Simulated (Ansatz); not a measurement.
# HgPd: the change of pressure with volume per atom

All results are calculated (Ansatz 0.2.0). Periodic Kohn-Sham DFT of a crystal at fixed atoms; pressure and stress are positive in compression; the energy is the free energy less that of spherical unpolarised free atoms; site moments are those in the method's own spheres, positive along +z.

Cell of the first row (space group P4/mmm, No. 123):
```
HgPd
1.0
      2.9681     0.0000     0.0000
      0.0000     2.9681     0.0000
      0.0000     0.0000     3.6166
Hg Pd
1 1
Direct
  0.00000 0.00000 0.00000
  0.50000 0.50000 0.50000
```

Settings of every row: method all-electron PAW; functional PBEsol; relativity scalar; k mesh 11x11x9; filling fermi-dirac; smearing width 0.05 eV; nucleus gaussian.

Atom start moment: 0 on all atoms.

Limits: no spin-orbit coupling on heavy atoms.

| row | volume per atom (Å³) | pressure (GPa) |
| --- | --- | --- |
| 1 | 15.931 | 10.876 |
| 2 | 16.27 | 6.769 |
| 3 | 16.608 | 3.178 |
| 4 | 16.778 | 1.554 |
| 5 | 16.947 | ? |
| 6 | 17.117 | -1.383 |
| 7 | 17.286 | -2.708 |
| 8 | 17.625 | -5.102 |
| 9 | 17.964 | -7.188 |

Question: what pressure should row 5 give?

Worked fit of pressure. Take u = (V_r/V)^(2/3) − 1 with V_r = 16.947 Å³ an atom, which is twice the finite (Eulerian) strain; such expansions in the strain, on which the Birch-Murnaghan equation of state is built, carry the rest volume and the bulk modulus. The shown rows have u = 0.04208, 0.02755, 0.01356, 0.0067, -0.00663, -0.01312, -0.02581, -0.03811. Least squares give pressure = 0.0387 + 220.187 × u + 842.7 × u² + 1075 × u³ GPa; a parabola predicts inner rows, each left out in turn, worse (root mean square 0.018 against 0.0034 GPa). The rows lie off it by 0.000, 0.002, -0.004, 0.002, 0.001, 0.000, -0.001, 0.000. The pressure vanishes at u = -0.0002, or V = 16.95 Å³ an atom, and there the bulk modulus at fixed shape and fractions is B = −V dP/dV = (2/3)(1 + u) dP/du = 147 GPa. Letting shape and atoms relax would as a rule lower it, by much in layered, chain or molecular crystals. The withheld row has u = 0, so the fit gives 0.0387 + 220.187 × (0) + 842.7 × (0)² + 1075 × (0)³ = 0.039 GPa.

The calculation gave 0.036 GPa. The fit lies 0.003 GPa (8.3 % of the value, 0.017 % of the column's range) above it; its largest miss of a shown row is 0.004 GPa.
